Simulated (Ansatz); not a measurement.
# SnO2: a film clamped to a substrate

Level of theory: DFT LDA, scalar-relativistic, plane waves, PAW in Ansatz 0.2.0. Cutoff 420 eV, Γ-centred 10×10×10 k-points, Gaussian smearing of 0.05 eV. No spin polarisation. Energies are free energies at this smearing, counted from the undisturbed cell; pressure is positive in compression.

The starting cell (relaxed at this level; this form isn't the usual structure):

```
Sn O
1.0
    -1.98611    1.98611    5.09017
     1.98611   -1.98611    5.09017
     1.98611    1.98611   -5.09017
Sn O
2 4
Direct
  0.75000 0.25000 0.50000
  0.00000 0.00000 0.00000
  0.79700 0.79700 0.00000
  0.95300 0.45300 0.50000
  0.20300 0.20300 0.00000
  0.54700 0.04700 0.50000
```

The cell (6 atoms, V0 = 80.32 Å³) is strained by p along both x and y and by q along z, fractional coordinates fixed. τp = (1/V0) ∂E/∂p = (σxx + σyy)(1 + p)(1 + q) and τq = (1/V0) ∂E/∂q = σzz(1 + p)², with tension positive.

| p | q | ΔE (meV/atom) | τp (GPa) | τq (GPa) |
| --- | --- | --- | --- | --- |
| 0.000 | 0.000 | 0.00 | 0.03 | 0.01 |
| -0.040 | 0.000 | 62.30 | -40.26 | -11.03 |
| 0.040 | 0.000 | 45.83 | 25.33 | 9.24 |
| 0.000 | -0.040 | 29.95 | -10.65 | -19.35 |
| 0.000 | 0.040 | 22.07 | 9.54 | 12.21 |

**Question.** Get the second derivatives of the energy density.

**Answer.** Central differences give A = ∂τp/∂p = 820 GPa (C11 + C22 + 2 C12), C = ∂τq/∂q = 394 GPa (C33) and the cross term B = ∂τq/∂p = 253 GPa (C13 + C23); ∂τp/∂q = 252 GPa must equal B, and any difference shows higher-order terms. Steps this large leave an error of some per cent of A or C in all of these, which can swamp a small B. The ions are clamped.

**Question.** A film of this crystal grows with z along the normal on a substrate that imposes p. How does its thickness respond, and what does the misfit cost?

**Answer.** Count p and q from the stress-free cell. A free surface needs τq = 0, so q = −(B/C) p = -0.64 p. The energy density left is (A − B²/C) p²/2 = M p², with the biaxial modulus M = 329 GPa; a misfit of 1 % costs 2.75 meV/atom, against 3.42 meV/atom if the thickness were held.

At p = 0.080 the energies along q are 168.7 (q = -0.080), 126.9 (q = -0.040), 157.7 (q = 0.000), 233.1 (q = 0.040), 334.0 (q = 0.080) meV/atom.

**Question.** Does the linear rule hold at this misfit?

**Answer.** A parabola through the lowest point and its neighbours has its minimum at q = -0.037, 126.7 meV/atom. With the stress left in the starting cell, τp0 and τq0, linear elasticity gives q = −(τq0 + Bp)/C = -0.051 and E = V0(τp0 p + τq0 q + Ap²/2 + Bpq + Cq²/2)/N = 175.9 meV/atom. The energies differ by more than a tenth, so the quadratic law fails here: the gap holds the anharmonic part, with some error from the wide steps. Cubic terms also shift the vertex of so wide a parabola.

Forces appear on the atoms along this scan, and letting them relax would lower the energy and soften the response. The gap closes along the scan, which can put kinks into the curve.

The cell is the anatase form of SnO2, not rutile, and its stiffness follows from how the Sn–O bonds are oriented. Two bonds per octahedron lie along z and four lie nearly in the plane, so with fixed fractional coordinates either strain changes bond lengths directly. Compression costs more than equal extension along both directions because short-range repulsion rises steeply while stretched bonds weaken. The same asymmetry explains why the harmonic estimate of 175.9 meV/atom at the large tensile misfit lies well above the scan's minimum.

The thickness ratio of -0.64 is a clamped-ion value. Oxygen displacement along z would let angle bending replace stretching of the axial bonds, which probably lowers C33 most and makes the film contract more. The gap closure fits a conduction-band edge of antibonding Sn 5s–O 2p character that falls as the bonds lengthen, but LDA underestimates the gap, so closure probably comes at too small a strain.
